\textbf{Question.} I keep reading that a heavy charged particle has a ``dead cone'': it emits no soft photons within an angle $mc^2/E$ of its direction of flight, and the same angle cuts off the collinear logarithm. Where does this come from in the Feynman rules, what exactly is the angular distribution, and what is the constant next to the logarithm? How would a 5 GeV tau compare with a 5 GeV muon?

\textbf{Answer.} With $\theta_0=mc^2/E$, the mean number of soft photons near a fast charge $\pm e$ that leaves a hard collision is $dN=(\alpha/\pi)(d\omega/\omega)\,\theta^2d\theta^2/(\theta^2+\theta_0^2)^2$, and a cone with $\theta_0\ll\theta_{\max}\ll1$ holds $(\alpha/\pi)[\ln(\theta_{\max}^2/\theta_0^2)-1]$ photons per unit $\ln\omega$. The logarithmic form works well for the muon. For the tau no cone angle satisfies both inequalities, and an exact soft formula is needed. Both are derived below.

\section*{Premises and conventions}

Units are SI, the metric is $(+,-,-,-)$, $\alpha=e^2/(4\pi\varepsilon_0\hbar c)$ and $\slashed a=\gamma^\mu a_\mu$. A lepton has $p^\mu=\gamma m c\,(1,\boldsymbol\beta)$ and $E=\gamma mc^2$, so $\theta_0\equiv mc^2/E=1/\gamma$ and $\beta^2=1-\theta_0^2$. The photon has $k^\mu=(\omega/c)(1,\mathbf n)$, momentum $K^\mu=\hbar k^\mu$ and real polarisation vectors $\epsilon^\mu_\lambda=(0,\boldsymbol\epsilon_\lambda)$ with $\boldsymbol\epsilon_\lambda\cdot\mathbf n=0$, so $K^2=0$, $K\cdot\epsilon=0$, $\epsilon^2=-1$.

(i) A fermion field of charge $q$ obeys $[\gamma^\mu(i\hbar\partial_\mu-qA_\mu)-mc]\psi=0$. (ii) In a box of volume $V$ the matrix element for creating one photon is $\langle k\lambda|A_\mu|0\rangle=\sqrt{\hbar/(2\varepsilon_0\omega V)}\,\epsilon_\mu$ times a plane wave that enforces momentum conservation, and there are $V\,d^3k/(2\pi)^3$ modes per polarisation. (iii) A hard process in vacuum, with all momentum transfers of order $E/c$, has amplitude $M_0$. (iv) The photon is soft, $z\equiv\hbar\omega/E\ll1$, and we work to first order in $\alpha$ relative to $|M_0|^2$.

\section*{Step 1: the eikonal factor}

Expanding the fermion propagator in the field gives
\begin{equation}
\frac{1}{\slashed P-q\slashed A-mc}=S+S\,q\slashed A\,S+\dots,\qquad S(P)=\frac{\slashed P+mc}{P^2-m^2c^2}.
\end{equation}
Write $M_0=\bar u(p)\Gamma$ for an outgoing fermion. Amputating the outer propagator shows that emission from this leg replaces $\bar u(p)$ by $\bar u(p)\,q\slashed A\,S(p+K)$. The denominator is $(p+K)^2-m^2c^2=2p\cdot K$. In the numerator, $\slashed\epsilon\slashed p=2p\cdot\epsilon-\slashed p\slashed\epsilon$ and $\bar u\slashed p=mc\,\bar u$ make the mass terms cancel:
\begin{equation}
\bar u\,\slashed\epsilon\,(\slashed p+\slashed K+mc)=\bar u\,(2p\cdot\epsilon+\slashed\epsilon\slashed K).
\label{num}
\end{equation}
The first term over $2p\cdot K$ grows as $1/\omega$. The second does not; it is dropped here and sized in Step 6. Emission from internal lines has no $1/\omega$ pole, because those lines are far off shell, and the shift of $\Gamma$ under $p\to p+K$ is of relative order $z$.

The other external legs go the same way. An incoming fermion gives $S(p-K)\slashed\epsilon\,u$, with numerator $2p\cdot\epsilon$ and denominator $-2p\cdot K$. An outgoing antifermion gives $S(-p-K)\slashed\epsilon\,v$, with numerator $-2p\cdot\epsilon$ (from $\slashed pv=-mcv$) and denominator $2p\cdot K$. An incoming antifermion has both signs negative. All four cases are covered by
\begin{equation}
M_1=M_0\sqrt{\frac{\hbar}{2\varepsilon_0\omega V}}\;\sum_i\eta_iq_i\,\frac{p_i\cdot\epsilon}{p_i\cdot K},
\label{eik}
\end{equation}
where $q_i$ is the charge of particle $i$ and $\eta_i=+1$ (outgoing) or $-1$ (incoming). The spins are untouched. Under $\epsilon\to\epsilon+\chi K$ the sum changes by $\chi\sum_i\eta_iq_i$, which vanishes by charge conservation. Only the sum is gauge invariant, so ``radiation from one leg'' needs a definition, which Step 3 supplies.

\section*{Step 2: the photon number}

For $z\ll1$ the photon does not disturb the phase space of the hard particles, so the mean photon number per hard event is $dN=V\,d^3k/(2\pi)^3\sum_\lambda|M_1/M_0|^2$. Now $p\cdot K=\gamma m\hbar\omega(1-\boldsymbol\beta\cdot\mathbf n)$ and $p\cdot\epsilon=-\gamma mc\,\boldsymbol\beta\cdot\boldsymbol\epsilon$. The polarisation sum projects on the plane normal to $\mathbf n$; write $\boldsymbol\beta_\perp=\boldsymbol\beta-\mathbf n(\mathbf n\cdot\boldsymbol\beta)$. With $d^3k=\omega^2d\omega\,d\Omega/c^3$,
\begin{equation}
dN=\frac{\omega^2d\omega\,d\Omega}{8\pi^3c^3}\,\frac{\hbar}{2\varepsilon_0\omega}\,\frac{e^2c^2}{\hbar^2\omega^2}\,|\mathbf J|^2
=\frac{\alpha}{4\pi^2}\frac{d\omega}{\omega}\,|\mathbf J|^2d\Omega,
\qquad
\mathbf J=\sum_i\eta_i\frac{q_i}{e}\frac{\boldsymbol\beta_{i\perp}}{1-\boldsymbol\beta_i\cdot\mathbf n},
\label{master}
\end{equation}
using $e^2/(\varepsilon_0\hbar c)=4\pi\alpha$. Frequency and angle factorise. For a region of directions define the coefficient $C$ by
\begin{equation}
\frac{dN}{d\ln\omega}=\frac{\alpha}{\pi}\,C,\qquad C=\frac{1}{4\pi}\int|\mathbf J|^2d\Omega .
\end{equation}

\section*{Step 3: the dead cone}

Let $\theta$ be the angle between the photon and leg 1, of charge $\pm e$. Its term in $\mathbf J$ has magnitude
\begin{equation}
|\mathbf J_1|=\frac{\beta\sin\theta}{1-\beta\cos\theta}.
\label{one}
\end{equation}
For $\theta\ll1$ and $\theta_0\ll1$, write $1-\beta\cos\theta=(1-\beta)+\beta(1-\cos\theta)$ with $1-\beta=\theta_0^2/(1+\beta)\simeq\theta_0^2/2$ and $1-\cos\theta\simeq\theta^2/2$. Then $|\mathbf J_1|\simeq2\theta/(\theta^2+\theta_0^2)$, with relative corrections of order $\theta^2$ and $\theta_0^2$.

The other legs add a vector $\mathbf B(\mathbf n)$ that is smooth near leg 1. By \eqref{one}, a fast leg at angle $\Theta$ contributes a magnitude $\sin\Theta/(1-\cos\Theta)=\cot(\Theta/2)$, about $2/\Theta$ at small $\Theta$. In $|\mathbf J_1+\mathbf B|^2$ the cross term with the on-axis value of $\mathbf B$ averages to zero over azimuth, because $\mathbf J_1$ points from $\mathbf n$ towards the axis. What remains of the cross term is $(2/\theta)\times\theta\,|\partial\mathbf B|$, of order $1/\Theta^2$, like $|\mathbf B|^2$. Both are small against $|\mathbf J_1|^2\sim4/\theta^2$ for $\theta_0\lesssim\theta\ll\Theta$. This is the sense in which radiation belongs to one leg. After the azimuthal integral $d\Omega=\pi\,d\theta^2$, and \eqref{master} becomes
\begin{equation}
dN=\frac{\alpha}{\pi}\frac{d\omega}{\omega}\frac{\theta^2\,d\theta^2}{(\theta^2+\theta_0^2)^2}.
\label{dead}
\end{equation}
For $\theta\gg\theta_0$ this is the collinear spectrum $d\theta^2/\theta^2$ of a massless charge. Relative to it the mass supplies the factor $\theta^4/(\theta^2+\theta_0^2)^2$, which is $1/4$ at $\theta_0$ and falls as $(\theta/\theta_0)^4$ inside. The cone is depleted smoothly and has no sharp edge. The zero on the axis follows from angular momentum: a photon along the axis carries $\pm\hbar$ about it, and the factor \eqref{eik} leaves the lepton spin unchanged. For a massless charge the vanishing denominator overcomes this zero; the mass keeps the denominator finite.

The density per solid angle is proportional to $s/(s+\theta_0^2)^2$ with $s=\theta^2$. Its derivative is $(\theta_0^2-s)/(s+\theta_0^2)^3$, so the maximum lies at $\theta=\theta_0$, where $|\mathbf J|^2=1/\theta_0^2=\gamma^2$. The density per unit polar angle carries one more power of $\theta$; maximising $\theta^3/(\theta^2+\theta_0^2)^2$ gives $\theta=\sqrt3\,\theta_0$.

\section*{Step 4: the collinear logarithm}

With $x=\theta^2/\theta_0^2$, $X=\theta_{\max}^2/\theta_0^2$ and $x/(1+x)^2=1/(1+x)-1/(1+x)^2$,
\begin{equation}
C=\int_0^X\frac{x\,dx}{(1+x)^2}=\ln(1+X)-\frac{X}{1+X}.
\label{small}
\end{equation}
The region $\theta<\theta_0$ holds $C=\ln2-1/2=0.193$, whatever the mass. Expanding for large $X$,
\begin{equation}
C=\ln\frac{\theta_{\max}^2}{\theta_0^2}-1+\frac{2}{X}+\dots
\label{log}
\end{equation}
The $-1$ comes from the term $-1/(1+x)^2$, which is concentrated at $\theta\lesssim\theta_0$. It is universal as long as $\theta_{\max}\ll\Theta$ and $\theta_{\max}\ll1$, since the other legs add only terms of order $\theta_{\max}^2/\Theta^2$. The constant obtained on integrating over wide angles depends on the process, as the next step shows.

\section*{Step 5: exact soft result for a lepton pair}

Take $e^+e^-\to\ell^+\ell^-$ in the centre-of-mass frame and keep for now only the final pair, whose current is gauge invariant by itself since its charges sum to zero. The charges and the velocities are both opposite, so the two terms add. With $u=\cos\theta$,
\begin{equation}
|\mathbf J|=\beta\sin\theta\left[\frac{1}{1-\beta u}+\frac{1}{1+\beta u}\right],\qquad
|\mathbf J|^2=\frac{4\beta^2(1-u^2)}{(1-\beta^2u^2)^2}.
\label{pair}
\end{equation}
No small angle is assumed. Since $1-\beta^2u^2=\theta_0^2+\beta^2\sin^2\theta$, the maximum per solid angle lies at $\sin\theta=\theta_0/\beta=1/(\beta\gamma)$ when $\beta\gamma>1$, and its height is exactly $\gamma^2$.

The cone coefficient is $C=\frac12\int_{u_m}^1|\mathbf J|^2du$ with $u_m=\cos\theta_{\max}$. Use $\beta^2(1-u^2)=(1-\beta^2u^2)-(1-\beta^2)$, together with $\int du/(1-\beta^2u^2)=\beta^{-1}\operatorname{artanh}\beta u$ and $\int du/(1-\beta^2u^2)^2=u/[2(1-\beta^2u^2)]+(2\beta)^{-1}\operatorname{artanh}\beta u$. Then
\begin{equation}
C=G(1)-G(u_m),\qquad G(u)=\frac{1+\beta^2}{\beta}\operatorname{artanh}\beta u-\frac{(1-\beta^2)u}{1-\beta^2u^2}.
\label{exact}
\end{equation}
A hemisphere holds $G(1)=\frac{1+\beta^2}{2\beta}L-1$ with $L=\ln\frac{1+\beta}{1-\beta}=\ln[(1+\beta)^2\gamma^2]$, which tends to $\ln4\gamma^2-1$. For $\beta\to1$ at fixed $\theta_{\max}$, $G(u_m)\to\ln\cot^2(\theta_{\max}/2)$, so
\begin{equation}
C\to\ln\frac{4\tan^2(\theta_{\max}/2)}{\theta_0^2}-1=\ln\frac{\theta_{\max}^2}{\theta_0^2}-1+\frac{\theta_{\max}^2}{6}+\dots
\end{equation}
This confirms \eqref{log} and gives the wide-angle correction for this process. For contrast, let the charge be exchanged with a particle at rest, whose term in $\mathbf J$ vanishes. Then \eqref{one} is the whole current, and over the full sphere
\begin{equation}
C=\frac12\int_{-1}^{1}\frac{\beta^2(1-u^2)}{(1-\beta u)^2}\,du=\frac{L}{\beta}-2\;\to\;\ln4\gamma^2-2 .
\label{static}
\end{equation}
(Substitute $y=1-\beta u$; the integrand becomes $[-(1-\beta^2)/y^2+2/y-1]\,dy/\beta$ between $1-\beta$ and $1+\beta$.) The logarithm per fast leg is the same as for the pair and the constant is not.

\section*{Step 6: what fills the cone}

Because \eqref{dead} vanishes on the axis, terms that are small elsewhere win there.

\emph{Spin term.} Keep both terms of \eqref{num} and sum over the lepton spin and the polarisations. Using $\slashed\epsilon\slashed\epsilon=-1$, $\slashed K\slashed K=0$, $\{\slashed\epsilon,\slashed K\}=0$, $\slashed K\slashed p\slashed K=2p\cdot K\,\slashed K$ and $\slashed p\slashed\epsilon\slashed K+\slashed K\slashed\epsilon\slashed p=2(p\cdot\epsilon\,\slashed K-p\cdot K\,\slashed\epsilon)$,
\begin{equation}
\sum_\lambda(2p\cdot\epsilon+\slashed K\slashed\epsilon)(\slashed p+mc)(2p\cdot\epsilon+\slashed\epsilon\slashed K)
=4\sum_\lambda\left[(p\cdot\epsilon)^2(\slashed p+\slashed K+mc)-(p\cdot K)(p\cdot\epsilon)\slashed\epsilon\right]+4(p\cdot K)\slashed K .
\end{equation}
The first term is the eikonal one. The last survives at $\theta=0$. For a fast lepton and small angles $\slashed K\simeq z\slashed p$, $\sum_\lambda(p\cdot\epsilon)^2\simeq E^2\theta^2/c^2$ and $p\cdot K\simeq zE^2(\theta^2+\theta_0^2)/2c^2$, so
\begin{equation}
\frac{\text{last term}}{\text{first term}}\simeq\frac{z^2}{2}\,\frac{\theta^2+\theta_0^2}{\theta^2}.
\end{equation}
The middle term is smaller than the geometric mean of these two by a factor of order $(\theta^2+\theta_0^2)^{1/2}$. The spin term dominates only for $\theta<z\theta_0/\sqrt2$, and inside $\theta_0$ it adds $(z^2/2)\ln2$ to $C$.

\emph{Other legs.} The beams radiate according to \eqref{pair} with $\beta\to1$, so $|\mathbf B|^2=4/\sin^2\vartheta$ at angle $\vartheta$ from the beam line. Take leptons produced at right angles to the beams. A rotation by $\pi$ about the lepton axis exchanges $e^-$ and $e^+$, which reverses the beam current and leaves the lepton current unchanged, so the interference integrates to zero over a cone about that axis. There $\sin^2\vartheta=1-\sin^2\theta\cos^2\phi$, the azimuthal mean of $4/\sin^2\vartheta$ is $4/\cos\theta$, and
\begin{equation}
C_{\rm beam}=\frac12\int_{u_m}^1\frac{4\,du}{u}=\ln\frac{1}{\cos^2\theta_{\max}}.
\label{beam}
\end{equation}
On the axis the beams give $|\mathbf J|^2=4$, to be set against the peak $\gamma^2$; for a fast lepton they dominate where $4\theta^2/\theta_0^4<4$, that is for $\theta<\theta_0^2$.

\emph{Decay.} If the lepton decays after a laboratory time $T$, the decay is a second hard vertex with its own factor \eqref{eik}, in which the lepton is incoming. The two vertices differ by the plane-wave phase $\omega T(1-\beta\cos\theta)$. Averaging over the exponential law with mean $\gamma\tau$ weights their interference by $\int_0^\infty e^{-s}\cos(\varphi s)\,ds=1/(1+\varphi^2)$, with $\varphi=\omega\gamma\tau(1-\beta\cos\theta)$. For $\varphi\gg1$ production and decay radiate independently and \eqref{dead} describes the production part. In the rest frame of the parent, a decay to one charged particle radiates according to \eqref{static} with the velocity of the daughter. A boost multiplies $\omega$ by a factor that depends on direction only, so the count per unit $\ln\omega$ just follows the aberration of directions, $\cos\theta^*=(\cos\theta-\beta)/(1-\beta\cos\theta)$. For unpolarised parents, averaged over daughter directions, the rest-frame pattern is isotropic and the fraction $(1-\cos\theta^*_{\max})/2$ enters the cone.

\section*{Range of validity}

Equation \eqref{master} needs $\hbar\omega\ll E$ and carries relative corrections of order $z$ and of order $\alpha$ times logarithms. It needs vacuum and straight flight over the formation time $1/[\omega(1-\beta\cos\theta)]$, hence $\varphi\gg1$ for an unstable lepton. Since the factor in \eqref{eik} repeats for each further soft photon, the photon number is Poisson distributed, $N$ is its mean, and $N$ is the emission probability when $N\ll1$. Equation \eqref{dead} needs in addition $\theta_0\ll1$, $\theta\ll\min(1,\Theta)$, and $\theta$ above both $z\theta_0$ and the angle, of order $|\mathbf B|\theta_0^2/2$, where other legs take over. Equation \eqref{log} needs $\theta_0\ll\theta_{\max}\ll\min(1,\Theta)$; the omitted terms are $2\theta_0^2/\theta_{\max}^2$ and a process-dependent term of order $\theta_{\max}^2/\min(1,\Theta^2)$. Equation \eqref{exact} holds for any $\beta$ and any cone, for the radiation of a back-to-back pair.

\section*{Tau and muon at 5 GeV}

The inputs are $E=5$ GeV $=8.01\times10^{-10}$ J and the approximate values $m_\tau c^2=1.777$ GeV ($m_\tau=3.168\times10^{-27}$ kg), $m_\mu c^2=0.10566$ GeV ($m_\mu=1.884\times10^{-28}$ kg), $\tau_\tau=2.9\times10^{-13}$ s and $\tau_\mu=2.2\times10^{-6}$ s. Take pairs at right angles to the beams, a cone $\theta_{\max}=0.5$ rad, and photons from 10 to 100 MeV, that is $\omega$ from $1.52\times10^{22}$ s$^{-1}$ upward by one decade, with $z\le0.02$. Then $\alpha/\pi=2.32\times10^{-3}$ and $N=(\alpha/\pi)\,C\ln10=5.35\times10^{-3}\,C$.

\begin{center}
\begin{tabular}{lcc}
 & muon & tau\\ \hline
$\gamma$ & 47.3 & 2.81\\
$\beta$ & 0.99978 & 0.9347\\
$\theta_0$ (rad) & 0.0211 & 0.355\\
peak of \eqref{pair} (rad) & 0.0211 & 0.390\\
peak height $\gamma^2$ & 2239 & 7.92\\
$\theta_{\max}/\theta_0$ & 23.7 & 1.41\\
cone, $\ln X-1$ & 5.33 & $-0.317$\\
cone, \eqref{small} & 5.33 & 0.427\\
cone, \eqref{exact} & 5.37 & 0.415\\
hemisphere, $\ln4\gamma^2-1$ & 8.10 & 2.46\\
hemisphere, $G(1)$ & 8.10 & 2.40\\
$N$ in cone & 0.029 & 0.0022\\
$N$ in hemisphere & 0.043 & 0.013\\
\end{tabular}
\end{center}

The photon numbers use the exact coefficients and are given to two figures because of the order-$z$ corrections.

For the muon the dead cone is $1.21^\circ$ wide and the logarithmic formula lies 0.8\% below \eqref{exact}; the gap is accounted for by $2/X=0.004$ and $\theta_{\max}^2/6=0.042$. For the tau $\theta_0$ is $20.4^\circ$ and the true peak of the pair lies at $22.3^\circ$. The form $\ln X-1$ gives a negative photon number, because $\theta_{\max}\gg\theta_0$ fails, and a wider cone would violate $\theta_{\max}\ll1$. The unexpanded form \eqref{small} is 3\% high, and the hemisphere logarithm is 2.4\% high. The peak densities differ by $(m_\tau/m_\mu)^2=283$, the photon numbers in the cone by a factor 13, and those in the hemisphere by only 3.4, since the mass enters the integral through a logarithm.

The fillers of Step 6 act very differently on the two leptons. The spin term is negligible for both: at $z=0.02$ it dominates below about $0.014\,\theta_0$ and adds about $1.4\times10^{-4}$ to the 0.193 inside $\theta_0$. The beams give $C_{\rm beam}=0.261$ in the cone, which is 5\% of the muon coefficient and 63\% of the tau coefficient. On the axis they win over the muon only below $\theta_0^2=4.5\times10^{-4}$ rad, while for the tau their density 4 is 0.51 of the peak. The muon flies $\beta\gamma c\tau=31$ km on average, so its decay plays no part. The tau flies 0.23 mm, and even at $\theta=0$ and 10 MeV the phase is $\varphi=8.1\times10^{8}$, so its production radiation is fully formed and the decay adds incoherently. As an illustration of size, take a decay muon of 0.6 GeV in the tau rest frame: $\beta^*=0.984$, and \eqref{static} gives $C=2.9$. The cone maps to $\cos\theta^*_{\max}=-0.318$ and collects the fraction 0.66, so the decay puts $C=1.9$ into it, 4.6 times the production value. The coefficient 0.415 therefore describes production radiation of the tau pair alone, and the soft photons actually found around a 5 GeV tau exceed it by a large factor, with the centre of the cone filled by the beams and by the decay.